**Exchange splitting of the 1s level in boron-like ions against a first-order hydrogenic model**

The table holds the 1s up and 1s down Kohn-Sham eigenvalues, their difference and the mean radii of seven ions 1s² 2s² (2p up)¹ from N2+ to Os71+, computed with Quantum ESPRESSO ld1.x (LDA-PW92, scalar-relativistic, spin-polarised, point nucleus). The program integrates the Slater exchange difference between the spins over hydrogenic orbitals, which gives an unfitted slope of 0.342 eV per unit of Z for the gap and 0.036/Z² bohr for the radius difference. The slopes between rows lie within 8 % of the unfitted value; adding a fitted constant and a fitted Z(Zα)² term leaves an rms residual of 0.061 eV (worst N2+, 0.12 eV), against 0.15 eV for a free line and 1.0 eV for a power law. The radius difference is 74 to 95 % of the model value, and Dirac 1s formulas give screening constants near 1.5 from the energy and near 0.5 from the radius. The output also compares the Os71+ gap with the exact-exchange integral, estimates the missing 2p fine structure roughly, and shows how many digits survive rounding.

All-electron Kohn-Sham calculations with Quantum ESPRESSO 7.5 (ld1.x) for five-electron ions in the configuration [He] 2s² 2p¹, with the 2p electron spin-up. They use spin-polarised LDA (Slater exchange, Perdew-Wang 92 correlation), scalar relativity, spherical densities and a point nucleus. Eigenvalues of bound levels are negative.

## Program and output

```python
# Table: 1s up/down Kohn-Sham eigenvalues and mean radii of boron-like ions 1s2 2s2 (2p up)1; QE ld1.x,
# LDA-PW92, scalar-relativistic, spin-polarised, point nucleus. Tested: first-order hydrogenic Slater exchange
# for the spin gap (a0*Z) and radius difference (k0/Z^2); Dirac 1s plus screening for level and size.
T = {
    'ion': ['N2+', 'Mg7+', 'Mn20+', 'Rb32+', 'I48+', 'Gd59+', 'Os71+'],
    'Z': [7, 12, 25, 37, 53, 64, 76],
    'charge': [2, 7, 20, 32, 48, 59, 71],  # e
    'eigenvalue_1s_up': [-420.91, -1507.0, -7568.0, -17444, -37483, -56309, -82266],  # eV
    'eigenvalue_1s_down': [-419.98, -1504.5, -7561.0, -17433, -37466, -56288, -82241],  # eV
    'mean_radius_1s_up': [0.23111, 0.13056, 0.0607, 0.040169, 0.027148, 0.021848, 0.017687],  # bohr
    'mean_radius_1s_down': [0.23057, 0.13034, 0.060645, 0.040144, 0.027136, 0.02184, 0.017682],  # bohr
    'gap': [0.934, 2.546, 6.926, 11.078, 16.766, 20.769, 25.179],  # eV
}
import numpy as np
from scipy.constants import alpha, physical_constants as pc
from scipy.integrate import trapezoid
from scipy.optimize import brentq
Ha = pc['Hartree energy in eV'][0]
ion = T['ion']; n = len(ion)
Z, eu, ed, ru, rd, g = (np.array(T[k], float) for k in ('Z', 'eigenvalue_1s_up', 'eigenvalue_1s_down', 'mean_radius_1s_up', 'mean_radius_1s_down', 'gap'))
# further outputs of the same runs (typed; less vetted than the table)
ru7 = np.array([0.2311132, 0.1305608, 0.06069976, 0.04016903, 0.02714761, 0.02184797, 0.01768727])
rd7 = np.array([0.2305722, 0.1303397, 0.06064547, 0.04014415, 0.02713566, 0.02183994, 0.01768175])
inv2p = np.array([1.155631, 2.435865, 5.737746, 8.844599, 13.15216, 16.2692, 19.86195])
r2p = np.array([1.123764, 0.5220707, 0.2197257, 0.1424692, 0.09603356, 0.07785942, 0.06404315])
IE = [47.75212, 265.9383, 1635.279, 3943.126]; NIST = [47.4453, 265.924, 1643.2, 3988]
g2s = [49.83792-47.61833, 20165.51-20123.45]; g2p = [38.61636-36.27161, 18672.21-18623.12]  # N2+, Os71+
G1_Os = 104.4484
# hydrogenic Z=1 densities
r = np.linspace(1e-6, 80, 80001)
n1 = np.exp(-2*r)/np.pi; n2 = (2-r)**2*np.exp(-r)/(32*np.pi); n3 = r**2*np.exp(-r)/(96*np.pi)
av = lambda f, d: trapezoid(4*np.pi*r**2*d*f, r)
vu = (6/np.pi*(n1+n2+n3))**(1/3); D = vu-(6/np.pi*(n1+n2))**(1/3)
a0 = av(D, n1)*Ha; k0 = av(D*(r**2-3), n1); K = 112/6561*Ha
c1 = (2*5/8+2*17/81+59/243-av(vu, n1))*Ha
print(f"unfitted: a0={a0:.4f} eV/Z (2s {av(D,n2)*Ha:.4f}, 2p {av(D,n3)*Ha:.4f}); k0={k0:.4f} bohr; c1={c1:.2f} eV/Z")
print(f"D-weighted mean r in 1s = {av(D*r,n1)/av(D,n1):.2f}/Z (1s mean 1.5/Z); share beyond 1.73/Z = {av(D*(r>3**.5),n1)/av(D,n1):.2f}")
A = np.c_[np.ones(n), Z*(Z*alpha)**2]; p = np.linalg.lstsq(A, g-a0*Z, rcond=None)[0]; mA = a0*Z+A@p
pl = np.polyfit(Z, g, 1); mL = np.polyval(pl, Z)
pp = np.polyfit(np.log(Z), np.log(g), 1); mP = np.exp(np.polyval(pp, np.log(Z)))
print(f"A: a0*Z+b+c*Z(Za)^2, b={p[0]:.3f} c={p[1]:.4f} eV; L: {pl[0]:.4f}*Z{pl[1]:+.3f} eV; P: exponent {pp[0]:.3f}")
sl = np.diff(g)/np.diff(Z)
print("ion gap/Z[eV] gap/|e|[%] gap-a0Z resA resL resP [eV] gap/<1/r>2p")
for i in range(n):
    print(f"{ion[i]:6s} {g[i]/Z[i]:.4f} {100*g[i]/-eu[i]:.4f} {g[i]-a0*Z[i]:+.3f} {g[i]-mA[i]:+.3f} {g[i]-mL[i]:+.3f} {g[i]-mP[i]:+.3f} {g[i]/inv2p[i]:.3f}")
for nm, m in (('A', mA), ('L', mL), ('P', mP)):
    j = np.argmax(abs(g-m)); print(f"{nm}: rms {np.sqrt(np.mean((g-m)**2)):.3f} eV, worst {ion[j]} {g[j]-m[j]:+.3f} eV (gap rounding 0.0005 eV)")
print("local slopes [eV/Z]:", " ".join(f"{x:.4f}" for x in sl)); print("slope/a0:", " ".join(f"{x/a0:.3f}" for x in sl))
print(f"Os/N ratios: Z {Z[-1]/Z[0]:.2f}, gap {g[-1]/g[0]:.1f}, eigenvalue {eu[-1]/eu[0]:.1f}, Z^2 {(Z[-1]/Z[0])**2:.1f}")
dr = ru-rd; dr7 = ru7-rd7; fr = 10.0**(np.floor(np.log10(ru))-4); fe = 10.0**(np.floor(np.log10(-eu))-4)
print("ion dr(table) +-floor dr(7 digits)[bohr] dr*Z^2 /k0 dr/r[%] | gap from printed eigenvalues +-floor [eV]")
for i in range(n):
    print(f"{ion[i]:6s} {dr[i]:.2e} {fr[i]:.0e} {dr7[i]:.3e} {dr7[i]*Z[i]**2:.4f} {dr7[i]*Z[i]**2/k0:.3f} {100*dr7[i]/ru7[i]:.4f} | {ed[i]-eu[i]:.2f} {fe[i]:g}")
ex = np.polyfit(np.log(Z), np.log(dr7), 1)[0]; print(f"exponent of dr against Z: {ex:.3f} (first order: -2)")
Ed = lambda z: -Ha/alpha**2*(1-np.sqrt(1-(z*alpha)**2))
Rd = lambda z: (2*np.sqrt(1-(z*alpha)**2)+1)/(2*z)
print("ion Schr[eV] Dirac[eV] (e_up-Dirac)/Z[eV] /c1 sigma_E sigma_r(Dirac) sigma_r(1.5/r) r*Z")
for i in range(n):
    sE = Z[i]-brentq(lambda z: Ed(z)-eu[i], 1, 130); sr = Z[i]-brentq(lambda z: Rd(z)-ru[i], 1, 130)
    s = (eu[i]-Ed(Z[i]))/Z[i]
    print(f"{ion[i]:6s} {-Ha*Z[i]**2/2:.0f} {Ed(Z[i]):.0f} {s:.2f} {s/c1:.3f} {sE:.3f} {sr:.3f} {Z[i]-1.5/ru[i]:+.2f} {ru[i]*Z[i]:.3f}")
print(f"exact exchange hydrogenic {K:.4f} eV/Z, a0/K={a0/K:.3f}; Os: hydrogenic {K*Z[-1]:.1f}, G1/3 {G1_Os/3:.1f} eV, gap/(G1/3)={3*g[-1]/G1_Os:.3f}")
print(f"N2+ gaps 1s,2s,2p: {g[0]:.3f} {g2s[0]:.3f} {g2p[0]:.3f} eV; Os71+: {g[-1]:.2f} {g2s[1]:.2f} {g2p[1]:.2f} eV")
print(f"N-to-Os mean slopes 1s,2s,2p: {(g[-1]-g[0])/69:.4f} {(g2s[1]-g2s[0])/69:.4f} {(g2p[1]-g2p[0])/69:.4f} eV/Z")
so = (5/r2p)**4*alpha**2/32*Ha
print("rough 2p fine structure, Zeff=5/<r> [eV]:", " ".join(f"{x:.2g}" for x in so))
print("its ratio to the gap:", " ".join(f"{x:.2g}" for x in so/g))
print("NIST-IE vs 2/3 splitting [eV]:", "; ".join(f"{ion[i]} {NIST[i]-IE[i]:+.2f} vs {2*so[i]/3:.2f}" for i in range(4)))
assert np.all(g > 0) and np.all(np.diff(g) > 0)
assert np.all(ru > rd) and k0 > 0
assert np.all(abs(sl/a0-1) < 0.15)
assert -2.2 < ex < -1.7
```

It prints:

```
unfitted: a0=0.3417 eV/Z (2s 0.5237, 2p 0.6659); k0=0.0360 bohr; c1=41.65 eV/Z
D-weighted mean r in 1s = 2.27/Z (1s mean 1.5/Z); share beyond 1.73/Z = 0.73
A: a0*Z+b+c*Z(Za)^2, b=-1.579 c=0.0332 eV; L: 0.3514*Z-1.726 eV; P: exponent 1.350
ion gap/Z[eV] gap/|e|[%] gap-a0Z resA resL resP [eV] gap/<1/r>2p
N2+    0.1334 0.2219 -1.458 +0.121 +0.201 -0.163 0.808
Mg7+   0.2122 0.1689 -1.555 +0.022 +0.056 +0.275 1.045
Mn20+  0.2770 0.0915 -1.617 -0.065 -0.133 +0.806 1.207
Rb32+  0.2994 0.0635 -1.565 -0.076 -0.197 +0.687 1.253
I48+   0.3163 0.0447 -1.345 -0.029 -0.132 -0.115 1.275
Gd59+  0.3245 0.0369 -1.100 +0.015 +0.006 -1.007 1.277
Os71+  0.3313 0.0306 -0.791 +0.012 +0.199 -2.285 1.268
A: rms 0.061 eV, worst N2+ +0.121 eV (gap rounding 0.0005 eV)
L: rms 0.150 eV, worst N2+ +0.201 eV (gap rounding 0.0005 eV)
P: rms 1.033 eV, worst Os71+ -2.285 eV (gap rounding 0.0005 eV)
local slopes [eV/Z]: 0.3224 0.3369 0.3460 0.3555 0.3639 0.3675
slope/a0: 0.943 0.986 1.013 1.040 1.065 1.075
Os/N ratios: Z 10.86, gap 27.0, eigenvalue 195.4, Z^2 117.9
ion dr(table) +-floor dr(7 digits)[bohr] dr*Z^2 /k0 dr/r[%] | gap from printed eigenvalues +-floor [eV]
N2+    5.40e-04 1e-05 5.410e-04 0.0265 0.736 0.2341 | 0.93 0.01
Mg7+   2.20e-04 1e-05 2.211e-04 0.0318 0.884 0.1693 | 2.50 0.1
Mn20+  5.50e-05 1e-06 5.429e-05 0.0339 0.942 0.0894 | 7.00 0.1
Rb32+  2.50e-05 1e-06 2.488e-05 0.0341 0.946 0.0619 | 11.00 1
I48+   1.20e-05 1e-06 1.195e-05 0.0336 0.932 0.0440 | 17.00 1
Gd59+  8.00e-06 1e-06 8.030e-06 0.0329 0.914 0.0368 | 21.00 1
Os71+  5.00e-06 1e-06 5.520e-06 0.0319 0.886 0.0312 | 25.00 1
exponent of dr against Z: -1.932 (first order: -2)
ion Schr[eV] Dirac[eV] (e_up-Dirac)/Z[eV] /c1 sigma_E sigma_r(Dirac) sigma_r(1.5/r) r*Z
N2+    -667 -667 35.17 0.844 1.439 0.514 +0.51 1.618
Mg7+   -1959 -1963 38.00 0.912 1.483 0.538 +0.51 1.567
Mn20+  -8504 -8576 40.30 0.968 1.503 0.553 +0.29 1.517
Rb32+  -18626 -18979 41.48 0.996 1.500 0.554 -0.34 1.486
I48+   -38218 -39766 43.07 1.034 1.484 0.552 -2.25 1.439
Gd59+  -55729 -59153 44.43 1.067 1.465 0.546 -4.66 1.398
Os71+  -78586 -85788 46.34 1.112 1.436 0.537 -8.81 1.344
exact exchange hydrogenic 0.4645 eV/Z, a0/K=0.736; Os: hydrogenic 35.3, G1/3 34.8 eV, gap/(G1/3)=0.723
N2+ gaps 1s,2s,2p: 0.934 2.220 2.345 eV; Os71+: 25.18 42.06 49.09 eV
N-to-Os mean slopes 1s,2s,2p: 0.3514 0.5774 0.6775 eV/Z
rough 2p fine structure, Zeff=5/<r> [eV]: 0.018 0.38 12 69 3.3e+02 7.7e+02 1.7e+03
its ratio to the gap: 0.019 0.15 1.8 6.2 20 37 67
NIST-IE vs 2/3 splitting [eV]: N2+ -0.31 vs 0.01; Mg7+ -0.01 vs 0.25; Mn20+ +7.92 vs 8.09; Rb32+ +44.87 vs 45.80
```
